What a computed band gap is worth

A band gap decides which light a crystal absorbs and how many carriers it holds when warm. The table sets computed gaps of semiconductors and oxides beside measured ones. "Band gap" is the distance from the highest filled to the lowest empty level, and "band gap, less measured" is its error. The questions below lead from the size of that error to its causes, and then to what else it spoils.

Kohn-Sham gaps over the whole zone and electron masses (central differences, step 0.02 Å⁻¹) for crystals relaxed at the same level, computed with Ansatz 0.2.0, r2SCAN, plane-wave PAW and a 500 eV cutoff. The runs are scalar-relativistic, without spin-orbit coupling or spin polarisation, on Γ-centred k meshes. Of several measured gaps, the one nearest their median is listed.

```
formula  structure    k mesh  band gap (eV)  gap kind  lightest electron mass (electron mass)  measured gap (eV)  range of the values found                                              method and sample                         source  band gap, less measured (eV)
   InAs      F-43m  10×10×10          0.084    direct                                  0.0133               0.42                  one value                               not stated, direct, bulk crystal             pmc:5059786 (2016)                         -0.34
   GaSb      F-43m  10×10×10          0.412    direct                                  0.0254              0.812             0.812 to 0.813  temperature-dependent photoluminescence, direct, bulk crystal  arXiv:cond-mat/0204296 (2002)                         -0.40
     Ge      Fd-3m  12×12×12          0.355    direct                                  0.0198               0.89                0.8 to 0.89                       optical absorption, direct, bulk crystal  arXiv:cond-mat/0503738 (2005)                         -0.54
     Si      Fd-3m  10×10×10          0.770  indirect                                   0.191                1.1              1.096 to 1.12                      photoluminescence, indirect, bulk crystal             pmc:7283240 (2020)                         -0.33
   CdTe      F-43m     8×8×8          1.168    direct                                  0.0908               1.48               1.32 to 1.57                       UV-vis diffuse reflectance, direct, film             pmc:7177234 (2020)                         -0.31
   CdSe      F-43m     8×8×8          1.039    direct                                  0.0940               1.69                  one value                       spectroscopic ellipsometry, direct, film         arXiv:1007.2297 (2010)                         -0.65
    SiC      F-43m  10×10×10          1.713  indirect                                   0.226                2.4                  one value                             not stated, indirect, bulk crystal             pmc:7200658 (2020)                         -0.69
   ZnSe      F-43m     8×8×8          1.867    direct                                   0.124                2.6               2.59 to 2.64                  optical absorption spectroscopy, direct, film             pmc:8624428 (2021)                         -0.73
    GaN      F-43m  10×10×10          2.168    direct                                   0.172               3.23                  one value      spectroscopic ellipsometry (steady-state, excitonic, film        arXiv:2206.02223 (2022)                         -1.06
 BaTiO3      Pm-3m     8×8×8          2.173  indirect                                   0.432               3.28                3.2 to 3.28                 UV-vis diffuse reflectance, not stated, powder            pmc:11596716 (2024)                         -1.11
    ZnO     P6_3mc   12×12×6          1.238    direct                                   0.189               3.37                3.37 to 3.4               spectroscopic ellipsometry, direct, bulk crystal             pmc:9056824 (2020)                         -2.13
      C      Fd-3m  12×12×12          4.361  indirect                                   0.275                5.5                5.47 to 5.5      optical absorption spectroscopy, not stated, bulk crystal        arXiv:2306.06972 (2023)                         -1.14
    AlN     P6_3mc   12×12×6          4.880    direct                                   0.298               6.05               6.03 to 6.16                       spectroscopic ellipsometry, direct, film        arXiv:1705.07729 (2017)                         -1.17
    SrO      Fm-3m     8×8×8          3.800  indirect                                   0.401                6.1                  one value                       O K-edge XES and XAS, not stated, powder         arXiv:0908.1581 (2009)                         -2.30
```

1. Does the calculation ever give too large a gap?

No: all fourteen computed gaps are too small, with a median error of about −0.7 eV. The rows are a selection that leaves out some poor matches to measured values, so the typical error may be larger. No single correction factor would repair them. InAs loses about 81 % of its measured gap, AlN only 19 %. In electronvolts the order is quite different, for there AlN misses by far more than InAs.

The common sign has a common origin. Exchange, the quantum-mechanical weakening of the repulsion between electrons of equal spin, lowers filled states more than empty ones and so holds them apart. A semilocal functional such as r2SCAN sees only the surroundings of each point. It treats filled and empty states too much alike, and they end up too close together.

2. CdTe has the smallest error in electronvolts. Is it the best described crystal?

Probably not, because the calculation leaves out spin-orbit coupling, which the measured crystal has. In CdTe the top of the valence band consists of six p-like states of equal energy. The coupling splits them, raising four by a third of the splitting and lowering two by two thirds, so that the gap shrinks. The heavier the atom that supplies the p states, the larger the effect.

For CdTe the splitting is roughly 0.9 eV, a recalled value. The gap would drop by about 0.3 eV and the error would double to about −0.6 eV. This also bears on a wrong ranking: the table puts CdTe above CdSe, while the measured gaps run the other way. With the coupling estimated for both, the two computed gaps become nearly equal.

3. Why do the oxides miss by more than silicon or germanium?

The missing exchange acts over a distance, and in a crystal the other electrons screen it. How well they do so is told by the high-frequency dielectric constant ε, the factor by which they weaken an electric field. Germanium, with ε near 16, screens strongly, so little exchange is left to be missed. An oxide with ε near 4 screens weakly and leaves much more.

This suggests a simple rule:

shortfall ≈ A / ε

Here the shortfall is the measured gap less the computed one, after the rough spin-orbit lowering. A least-squares fit to all fourteen crystals, with rough recalled ε, gives A ≈ 6.4 eV and a typical miss of 0.25 eV. A fixed share of the measured gap, fitted in the same way, misses by 0.44 eV. The comparison favours screening but does not prove it, since crystals with small gaps also tend to have large ε. Nor does the rule settle finer differences: germanium screens more strongly than silicon and yet misses by more.

The same crystals treated with a screened hybrid functional would show wider gaps for this very reason, as such a functional puts back part of the missing exchange.

4. ZnO and GaN have similar measured gaps. Why do their computed gaps differ so much?

The measured gap of ZnO lies 0.14 eV above that of GaN, but the computed one lies 0.93 eV below. Weaker screening could account for about half of this failure: the rule gives a shortfall of 1.7 eV for ZnO (ε near 3.7) and 1.2 eV for GaN (ε near 5.3).

Another fault of semilocal functionals can supply more. An electron in a compact shell partly repels itself, which places the filled 3d states of zinc too high. There they mix with the oxygen 2p states and push the valence top up into the gap. Gallium has a filled 3d shell too, but it is expected to lie much deeper and so to push less. The 3d energies that would test this step are not available here.

SrO warns against blaming d electrons for everything. It has no filled d shell near the valence top, yet its error is the largest in the table. Its measured gap, however, was derived from X-ray spectra involving the oxygen 1s level, where the band edges are hard to assign. The size of that error is therefore insecure.

5. Would the calculation choose the right material for a light emitter?

Not in the case of germanium. As a rule, a crystal emits light well only if its lowest empty state and its highest filled state share the same wave vector, which the table calls a direct gap. The calculation finds germanium direct, with both edges at the zone centre Γ. In nature the lowest empty state lies elsewhere, at the zone boundary point L, and germanium is a poor emitter.

L was among the sampled points, so the calculation had it in view and still placed it higher. The empty state at Γ is s-like, and such a state reacts more strongly to the functional and to the lattice constant than the one at L. The listed error of −0.54 eV is still a fair comparison, because the measured value is also the direct gap. Comparing one direct gap with another, however, says nothing about the order of the valleys.

6. Why are the electrons in InAs so light, and can their mass be trusted?

The "lightest electron mass", m, is given in units of the free electron's mass. It is small where the conduction band rises steeply. At Γ the band edge is s-like and the valence top p-like. Away from Γ the two couple and push each other apart, the more strongly the closer they lie.

Two coupled pendulums behave in the same way: the nearer their frequencies, the more a given weak coupling shifts them. The picture holds as long as no third pendulum joins in.

For two levels a gap Eg apart, the repulsion obeys

e (e + Eg) = Ep T

T is the energy of a free electron at the same distance from Γ, e is the rise of the band less T, and Ep measures the coupling. Very near the edge e is much smaller than Eg, and the equation reduces to

1/m = 1 + Ep/Eg

InAs shows how this works. Its mass was taken from a step of 0.02 Å⁻¹, for which T = 0.001524 eV. The band climbs by T/m = 0.001524/0.0133 ≈ 0.115 eV, which is more than the gap of 0.084 eV, so the step has left the edge behind. With e ≈ 0.113 eV the first equation gives

Ep = 0.113 × (0.113 + 0.084) / 0.001524 ≈ 14.6 eV

and the second then gives an edge mass of 1/(1 + 14.6/0.084) ≈ 0.006. The printed 0.0133 is an average over the step, more than twice the mass at the edge.

The gap itself is wrong as well. With the measured 0.42 eV and the same Ep, the mass would be about 0.03, five times the edge mass of the computed bands. This is an estimate, since it assumes an unchanged coupling and ignores spin-orbit effects. Those would be enough to close the computed gap altogether, so InAs could appear as a crystal without a gap.

The light holes offer a partial test. If only these two bands repelled each other, the hole band would be pushed down by the same e that lifts the conduction band. This tests the pairing of the bands, but neither the value of Ep nor the edge mass. For InAs, GaSb and Ge the model gives the light-hole masses along the cubic axes within a tenth, though along the body diagonal it misses by up to about a fifth. For GaN it gives about one and a half times the mass found in the run and for AlN nearly three times, probably because in wide-gap crystals other bands are no longer remote by comparison.

From the electron masses of the other direct crystals the model gives an Ep between about 10 and 21 eV, except in ZnO with about 5 eV. Where it fails for the holes, as in GaN and AlN, this is only an effective value. The gaps differ far more, so they are probably the main reason why the masses differ.

A related crystal with a narrow direct gap at Γ should therefore also have light electrons. A narrow gap alone is not enough. Silicon has a smaller computed gap than CdTe, but its lowest empty state lies away from Γ, and its electrons are about twice as heavy.

7. Which digits of the computed gap can be used?

The third decimal serves only to reproduce the calculation. Searching between the sampled points lowers the gap of silicon by 0.008 eV and that of diamond by 0.024 eV. For InAs, GaSb, Ge and Si a band crossing between those points may also have been missed.

Against nature, even the first decimal is unsafe. The measured values have their own spread, from 1.32 to 1.57 eV for CdTe. The sample may also differ from the computed crystal: BaTiO₃ was computed as an ideal cubic crystal, while a powder at room temperature is normally tetragonal, with shifted titanium atoms that widen the gap. Measured gaps also contain the effect of atomic motion, which lowers the gap of diamond by some tenths of an electronvolt even at zero temperature. Diamond's true electronic error is thus larger than the listed one.

For choosing among crystals like these, the computed gap is best read as a lower estimate whose shortfall tends to grow as screening weakens. In compounds of very heavy elements such as lead or bismuth, the missing spin-orbit coupling may offset the shortfall or even reverse it. A ranking by computed gap alone would put ZnO below ZnSe, although its measured gap is the larger by 0.77 eV.
